**Why does a ferroelectric nanodisc form a polarisation vortex, and can a changing magnetic field select its handedness?**

I have read that a small free-standing ferroelectric disc orders into a closed loop of polarisation, $P_\varphi=P_0J_1(kr)$, with $kR=3.83$ or $1.84$ depending on the surface, and that the order parameter is a toroidal moment conjugate to $\nabla\times\mathbf E$. How is this derived from Landau theory, and is the coupling large enough for $dB/dt$ to choose the sense of rotation in a KNbO$_3$ nanocylinder?

---

**Answer**

An azimuthal polarisation carries no bound charge, so it pays gradient energy only. That energy defines a Bessel eigenvalue problem whose lowest root fixes the instability. The coupling to $\nabla\times\mathbf E=-\dot{\mathbf B}$ is exact in form and very small in size.

## 1. Premises

The cylinder occupies $r\le R$, $|z|\le h/2$, with volume $V=\pi R^2h$. It is insulating, unscreened and stress-free. $\mathbf P$ is the soft-mode polarisation, and the rest of the dielectric response is a background permittivity $\varepsilon_b$, taken equal inside and outside. In SI units, to second order in $\mathbf P$,

$$F=\int\left[\frac{\alpha}{2}P^2+\frac g2\,\partial_iP_j\,\partial_iP_j-\mathbf P\cdot\mathbf E\right]dV+\frac{g}{2\delta}\int_{\rm wall}P^2\,dS+\frac{g}{2\delta_z}\int_{\rm faces}P^2\,dS+U_{\rm dep},$$

with $\alpha=a(T-T_0)$, $g>0$ and extrapolation lengths $\delta,\delta_z\ge0$. $\mathbf E$ is the applied field and $U_{\rm dep}\ge0$ is the electrostatic energy of the bound charges $\rho=-\nabla\cdot\mathbf P$ and $\sigma=\mathbf P\cdot\mathbf n$. The factor $\tfrac12$ means that $\alpha$ is twice the $\alpha_1$ of an expansion written as $\alpha_1P^2$.

## 2. The azimuthal field has no bound charge

Let $\mathbf P=P(r,z)\,\hat{\boldsymbol\varphi}$. In cylindrical coordinates

$$\nabla\cdot\mathbf P=\frac1r\partial_r(rP_r)+\frac1r\partial_\varphi P_\varphi+\partial_zP_z=0,$$

because $P_r=P_z=0$ and $P_\varphi$ does not depend on $\varphi$. The normals are $\hat{\mathbf r}$ on the wall and $\pm\hat{\mathbf z}$ on the faces, all perpendicular to $\hat{\boldsymbol\varphi}$, so $\sigma=0$. Hence $U_{\rm dep}=0$ and the depolarising field vanishes for any profile.

## 3. Eigenvalue problem

Since $\partial_r\hat{\boldsymbol\varphi}=0$ and $\partial_\varphi\hat{\boldsymbol\varphi}=-\hat{\mathbf r}$, the derivatives of the vector along $\hat{\mathbf r}$, $\hat{\boldsymbol\varphi}$, $\hat{\mathbf z}$ are $\partial_rP\,\hat{\boldsymbol\varphi}$, $-(P/r)\,\hat{\mathbf r}$ and $\partial_zP\,\hat{\boldsymbol\varphi}$. Thus

$$\partial_iP_j\,\partial_iP_j=(\partial_rP)^2+\frac{P^2}{r^2}+(\partial_zP)^2 .$$

The term $P^2/r^2$ is the cost of turning the vector, and it forces $P=0$ on the axis. Vary $F$ at $\mathbf E=0$ and integrate by parts. The volume term gives

$$\alpha P-g\left[\partial_r^2P+\frac1r\partial_rP-\frac{P}{r^2}+\partial_z^2P\right]=0,$$

and the surface terms give $\partial_rP+P/\delta=0$ at $r=R$ and $\pm\partial_zP+P/\delta_z=0$ at $z=\pm h/2$. Because $F$ is invariant under rotations about $z$ and under reflection in planes containing the axis, fields of this form do not mix with any others at second order, so these are eigenmodes of the full problem.

Separate $P=f(r)\cos qz$. The radial equation $f''+f'/r-f/r^2=-k^2f$ is Bessel's equation of order one, and the solution regular on the axis is $f=P_0J_1(kr)$. A nonzero solution exists when

$$\alpha=-g(k^2+q^2),\qquad q\tan\frac{qh}{2}=\frac1{\delta_z}.$$

From here on the faces are free, $\delta_z\to\infty$, so $q=0$ for the lowest mode. With $x=kR$, $\lambda=R/\delta$ and $xJ_1'=xJ_0-J_1$, the wall condition reads

$$xJ_0(x)+(\lambda-1)J_1(x)=0 .$$

- $\delta=0$: $J_1(x)=0$, lowest nonzero root $x_1=3.832$.
- $\delta\to\infty$, that is $dP/dr=0$: $J_1'(x)=0$, $x_1=1.841$.

On cooling $\alpha$ falls, and the first mode to lose its stiffness is the lowest root:

$$\boxed{\alpha_c=-g\,\frac{x_1^2}{R^2},\qquad T_v=T_0-\frac{g\,x_1^2}{aR^2}}$$

**A convention hides in the free-wall root.** The cubic gradient energy is $\tfrac12g_{11}\sum_iP_{i,i}^2+g_{12}\sum_{i<j}P_{i,i}P_{j,j}+\tfrac12\sum_{i<j}[g_{44}(P_{i,j}+P_{j,i})^2+g_{44}'(P_{i,j}-P_{j,i})^2]$, which is isotropic when $g_{11}-g_{12}=2g_{44}$. For $P(r)\hat{\boldsymbol\varphi}$ the shear is $P'-P/r$ and the curl is $P'+P/r$, so the isotropic case gives

$$\frac{g_{44}}2\Big(P'-\frac Pr\Big)^2+\frac{g_{44}'}2\Big(P'+\frac Pr\Big)^2=\frac g2\Big(P'^2+\frac{P^2}{r^2}\Big)+(g_{44}'-g_{44})\frac{PP'}{r},$$

with $g=g_{44}+g_{44}'$. The last term times $r\,dr$ integrates to $\tfrac12(g_{44}'-g_{44})P(R)^2$, a wall energy, which replaces $\lambda$ by $\lambda+(g_{44}'-g_{44})/g$. The root 1.841 belongs to $g_{44}=g_{44}'$, the form of section 1. With $\delta\to\infty$, pure curl energy ($g_{44}=0$) gives $J_0(x)=0$ and $x_1=2.405$, while pure shear energy ($g_{44}'=0$) gives $xJ_0-2J_1=-xJ_2=0$, with the cost-free rigid rotation $P\propto r$ as lowest mode. The root 3.832 is independent of the split, since $P(R)=0$.

## 4. Why this mode comes first

*Among charge-free fields, free surfaces.* For $\rho=\sigma=0$,

$$\int P_i\,dV=\int\mathbf P\cdot\nabla x_i\,dV=\oint x_i\,\sigma\,dS+\int x_i\,\rho\,dV=0 .$$

Every Cartesian component has zero mean, so $\int|\nabla P_i|^2\ge\mu\int P_i^2$, where $\mu$ is the lowest nonzero Neumann eigenvalue of $-\nabla^2$ in the cylinder, the smaller of $(1.841/R)^2$ and $(\pi/h)^2$. The vortex components $-J_1\sin\varphi$ and $J_1\cos\varphi$ have eigenvalue $(1.841/R)^2$, so they saturate the bound if $h\le1.71R$.

*Among charge-free fields, $\delta=0$.* Split $\mathbf P$ into the $z$-average of its in-plane part and a remainder. The two are orthogonal in $\int P^2$ and in the gradient energy. The remainder vanishes on the wall, and each of its components either has zero $z$-average or (for $P_z$) vanishes on the faces, so its eigenvalue is at least $(2.405/R)^2+(\pi/h)^2$. The average is divergence-free in the plane, $\bar{\mathbf P}=\hat{\mathbf z}\times\nabla\psi$. Varying $\psi$ gives $\nabla^2(\nabla^2+k^2)\psi=0$ with $\psi=\partial_r\psi=0$ at $R$. For $\psi=[AJ_m(kr)+Br^m]\cos m\varphi$ the two conditions are compatible when $xJ_m'-mJ_m=-xJ_{m+1}=0$. The lowest case is $m=0$, $x=3.832$, the vortex. It also lies below the remainder if $h\le\pi R/\sqrt{3.832^2-2.405^2}=1.05R$. Both limits on $h$ are sufficient conditions.

*Against a uniform dipole.* A uniform $\mathbf P$ has $U_{\rm dep}=VN_dP^2/2\varepsilon_0\varepsilon_b$. For $\mathbf P\parallel z$ the faces carry $\pm P$ with planar Fourier transform $\tilde\sigma=2\pi RPJ_1(sR)/s$, and each sheet produces the potential $\tilde\sigma e^{-s|z|}/2\varepsilon_0\varepsilon_bs$. Summing self and mutual energies,

$$N_z=\frac{2R}{h}\int_0^\infty\frac{J_1^2(u)}{u^2}\left(1-e^{-uh/R}\right)du,\qquad N_x=\frac{1-N_z}{2},$$

where the second relation follows from the unit trace of the depolarisation tensor. The vortex is softer than the uniform state when $gk^2<N_d/\varepsilon_0\varepsilon_b$. When this holds by a wide margin, the low modes are confined to nearly charge-free fields, and the ordering found above applies.

## 5. Toroidal moment

Define the toroidal moment per unit volume,

$$\mathbf G=\frac1{2V}\int\mathbf r\times\mathbf P\,dV .$$

This is the per-volume form of the moment that Naumov, Bellaiche and Fu (2004) define per cell for ferroelectric nanodiscs, $(2N)^{-1}\sum_i\mathbf r_i\times\mathbf p_i$ in e Å$^2$, with $\mathbf p_i$ the dipoles of the $N$ cells. Since $\mathbf p_i=\mathbf P\,V/N$, the sum becomes $\int\mathbf r\times\mathbf P\,dV$, and $\mathbf G$ is their moment divided by the cell volume $V/N$. A shift of origin by $\mathbf d$ changes $\mathbf G$ by $-\mathbf d\times\int\mathbf P\,dV/2V$, which vanishes by section 4. With $\mathbf r=r\hat{\mathbf r}+z\hat{\mathbf z}$ one has $\mathbf r\times\hat{\boldsymbol\varphi}=r\hat{\mathbf z}-z\hat{\mathbf r}$, and the radial part averages out over $\varphi$. Therefore

$$G_z=\frac{2\pi h}{2\pi R^2h}\int_0^Rr^2P\,dr=\frac{P_0}{R^2}\int_0^Rr^2J_1(kr)\,dr .$$

The recurrence $\frac{d}{du}[u^2J_2(u)]=u^2J_1(u)$ makes the integral $R^2J_2(kR)/k$, so

$$\boxed{G_z=\frac{P_0J_2(kR)}{k}}$$

in C/m, positive for counter-clockwise circulation seen from $+z$. This is $0.172\,P_0R$ for the free wall and $0.105\,P_0R$ for $\delta=0$. The largest local polarisation is $P_{\max}=0.582\,P_0$, at the first maximum of $J_1$. Any azimuthal profile with $|P|\le P_{\max}$ obeys $|G_z|\le P_{\max}R/3$.

## 6. Coupling to curl E

Expand a slowly varying applied field about the centre, $E_i=E_i(0)+S_{ij}x_j+\tfrac12(\mathbf C\times\mathbf r)_i$, where $S_{ij}$ is the symmetric part of $\partial_jE_i$ and $\mathbf C=\nabla\times\mathbf E$. The first two terms are the gradient of $\chi=E_i(0)x_i+\tfrac12S_{ij}x_ix_j$, and $\int\mathbf P\cdot\nabla\chi\,dV=\oint\chi\sigma\,dS+\int\chi\rho\,dV=0$. For the third, $\mathbf P\cdot(\mathbf C\times\mathbf r)=\mathbf C\cdot(\mathbf r\times\mathbf P)$, so

$$\boxed{U=-\int\mathbf P\cdot\mathbf E\,dV=-V\,\mathbf G\cdot(\nabla\times\mathbf E)=+V\,\mathbf G\cdot\dot{\mathbf B}}$$

by Faraday's law. $\mathbf G$ and $\dot{\mathbf B}$ are both axial and even under time reversal, so the product is allowed, whereas $\mathbf G\cdot\mathbf B$ is not. A rising $B_z$ favours clockwise circulation. For a disc centred on the axis of a solenoid, $E_\varphi=Cr/2$ with $C=-\dot B_z$. This field is tangent to every surface and is not distorted by $\varepsilon_b$.

**Linear response above $T_v$.** The equation becomes $\alpha P-g[P''+P'/r-P/r^2]=Cr/2$. The bracket annihilates $P\propto r$, so $Cr/2\alpha$ is a particular solution. For $\alpha>0$ add $A\,I_1(yr/R)$ with $y=R\sqrt{\alpha/g}$. The wall condition gives

$$A=-\frac{CR}{2\alpha}\,\frac{1+\lambda}{yI_1'(y)+\lambda I_1(y)},$$

and with $\int_0^Rr^3dr=R^4/4$ and $\frac{d}{du}[u^2I_2]=u^2I_1$,

$$G_z=\frac{CR^2}{8\alpha}\left[1-\frac{4(1+\lambda)\,I_2(y)}{y\,[\,yI_1'(y)+\lambda I_1(y)\,]}\right].$$

The bracket vanishes as $y^2$ for $\alpha\to0$, so nothing happens at $T_0$. For $\alpha<0$, $y=ix$ turns the denominator into a multiple of $xJ_1'+\lambda J_1$, and the poles are the roots of section 3.

The residue follows from a single mode. Integrating the gradient term by parts cancels the wall energy, leaving

$$\frac FV=\frac12(\alpha+gk^2)M_2P_0^2-\frac{RJ_2(x)}{x}\,C P_0,\qquad M_n=\frac2{R^2}\int_0^RJ_1^n(kr)\,r\,dr,$$

with $M_2=J_1^2(x)-J_0(x)J_2(x)$. At a root, $J_0=(1-\lambda)J_1/x$, and $J_2=2J_1/x-J_0=(1+\lambda)J_1/x$. Minimising over $P_0$ and using $\alpha+gk^2=a(T-T_v)$ for the lowest root,

$$G_z\simeq\frac{w\,R^2C}{a(T-T_v)},\qquad w=\frac{J_2^2}{x^2M_2}=\frac{(1+\lambda)^2}{x^2(x^2+\lambda^2-1)} .$$

This is a Curie–Weiss law for the toroidal susceptibility. For $\alpha\gg g/R^2$ the full result tends to $CR^2/8\alpha$, so the weights of all radial modes sum to $1/8$.

**Below the transition** the states $\pm G$ are split by $2V|G\dot B|$. The rate at which the splitting equals the thermal energy is $\dot B^*=k_BT/2V|G|$.

## 7. Range of validity

1. *Order of the transition.* Add $\tfrac\beta4P^4+\tfrac\gamma6P^6$. For $\beta>0$ the vortex grows continuously, $P_0^2=-(\alpha+gk^2)M_2/\beta M_4$, and the $J_1$ shape is exact only as $P_0\to0$. For $\beta<0$, as in stress-free bulk KNbO$_3$, $T_v$ is the stability limit of the paraelectric state. A function $\tfrac12a_2p^2+\tfrac14a_4p^4+\tfrac16a_6p^6$ has degenerate minima at $a_2=3a_4^2/16a_6$, so with the $J_1$ shape frozen the jump lies at $\alpha+gk^2=(3\beta^2/16\gamma)\,M_4^2/M_2M_6$. In temperature this is $(T_c-T_0)\,M_4^2/M_2M_6$ above $T_v$, with $T_c$ the bulk transition of the same isotropic expansion, and the factor is 0.94 for the free wall. The spontaneous strain of a vortex is elastically incompatible. The stored elastic energy is positive and quartic in $P$, so it lowers this estimate and leaves $T_v$ unchanged.
2. *Gradient anisotropy.* With $A_g=g_{11}-g_{12}-2g_{44}\ne0$ and the axis along [001], the azimuthal field acquires the extra density $\tfrac14A_g(P'-P/r)^2\sin^22\varphi$. Its average replaces $g_{44}$ by $g_{44}+A_g/4$, and its fourfold part, of relative size $A_g/(4g_{44}+A_g)$ in the shear energy, mixes in $\cos4\varphi$ and $\sin4\varphi$ harmonics. The circular mode is then a trial function, and the $T_v$ computed with the averaged coefficient is a lower bound. In perovskites with chain-like correlations such as KNbO$_3$, $A_g$ is typically much larger than $g_{44}$, so the relative size approaches one and the correction is of order unity.
3. *Faces.* A finite $\delta_z$ adds up to $g\pi^2/h^2$ to $|\alpha_c|$ and multiplies $G$ by $\sin(qh/2)/(qh/2)$.
4. *Screening and stress.* Electrodes, carriers or adsorbates that cancel $N_d$ restore the dipolar state. Misfit or surface stress shifts $\alpha$ itself, and flexoelectric coupling renormalises $g$. The material needs equivalent polar axes in the plane.
5. *Size and time.* $R$ must span many lattice constants. For $R$ far above the correlation length the ordered state has saturated magnitude and flux-closure domains. The field must vary slowly against the soft-mode relaxation and be smooth over $R$.

## 8. Numbers for a KNbO$_3$ cylinder

Typical Landau inputs are $T_0\approx650$ K, $a\approx8.5\times10^5$ J m C$^{-2}$ K$^{-1}$ and $T_c\approx700$ K. Assumed inputs are $g=2\times10^{-10}$ J m$^3$ C$^{-2}$ and $\varepsilon_b=7$. For the ordered state I take $P_{\max}=0.30$ C/m$^2$ at 500 K, chosen as typical of the bulk tetragonal phase, with the $J_1$ shape retained. The geometry is $R=h=5$ nm, $V=393$ nm$^3$, which satisfies both conditions on $h$ in section 4.

| wall | $x_1$ | $gk^2$ ($10^7$ J m C$^{-2}$) | $T_0-T_v$ (K) | $T_v$ (K) | $w$ | $G/P_{\max}R$ | $G$ ($10^{-10}$ C/m) | $G$ (e/Å) | $\dot B^*$ ($10^{13}$ T/s) |
|---|---|---|---|---|---|---|---|---|---|
| $\delta\to\infty$ | 1.841 | 2.7 | 32 | 618 | 0.123 | 0.295 | 4.4 | 0.28 | 2.0 |
| $\delta=1$ nm | 3.208 | 8.2 | 97 | 553 | 0.102 | 0.259 | 3.9 | 0.24 | 2.3 |
| $\delta=0$ | 3.832 | 11.7 | 138 | 512 | 0.068 | 0.181 | 2.7 | 0.17 | 3.2 |

*Vortex against dipole.* For $h=R$, $N_z=0.47$ and $N_x=0.26$, so $N_x/\varepsilon_0\varepsilon_b=4.2\times10^9$ J m C$^{-2}$, which is 36 times the largest $gk^2$ in the table. With a free wall the uniform in-plane state wins only if screening leaves less than 0.6 % of the depolarising energy.

*Rival terms.* Dead faces ($\delta_z=0$) would lower $T_v$ by a further 93 K. The first-order jump of item 1 lies up to about 47 K above $T_v$ for the free wall, more than the 32 K shift itself. The model's Curie constant is $1/\varepsilon_0a=1.3\times10^5$ K, while values typically quoted for KNbO$_3$ reach about twice that, in which case the model understates the shifts $T_0-T_v$ by up to a factor of two. With $g$ and its anisotropy uncertain as well, the shifts indicate a scale of tens of kelvin to a few hundred.

*Magnetic drive.* Take $|\dot B|=10^4$ T/s, an approximate rate for a pulsed magnet. The rim field $R|\dot B|/2$ is 25 μV/m. At 750 K ($\alpha=8.5\times10^7$ J m C$^{-2}$, $y=3.26$, free wall) the full expression gives $|G|=2.76\times10^{-22}$ C/m and the single-mode law $2.75\times10^{-22}$ C/m, twelve orders of magnitude below the ordered value. At 500 K the splitting of the two free-wall vortices is $5.0\times10^{-10}\,k_BT$. A particle 1 mm off the solenoid axis also feels a uniform induced field of 5 V/m, which does not couple to $G$ at first order.

The model's $\dot B^*\approx2.0\times10^{13}$ T/s corresponds to a rim field of only 0.50 kV/cm, but producing it by induction means an amplitude of 3.2 T at 1 THz, where the sign alternates and the quasi-static premise fails. At fixed $P_{\max}$ the product $VG$ scales as $R^3h$, so a cylinder ten times larger in both dimensions lowers the model's $\dot B^*$ to about $2\times10^9$ T/s, still five orders of magnitude above the pulsed-magnet rate.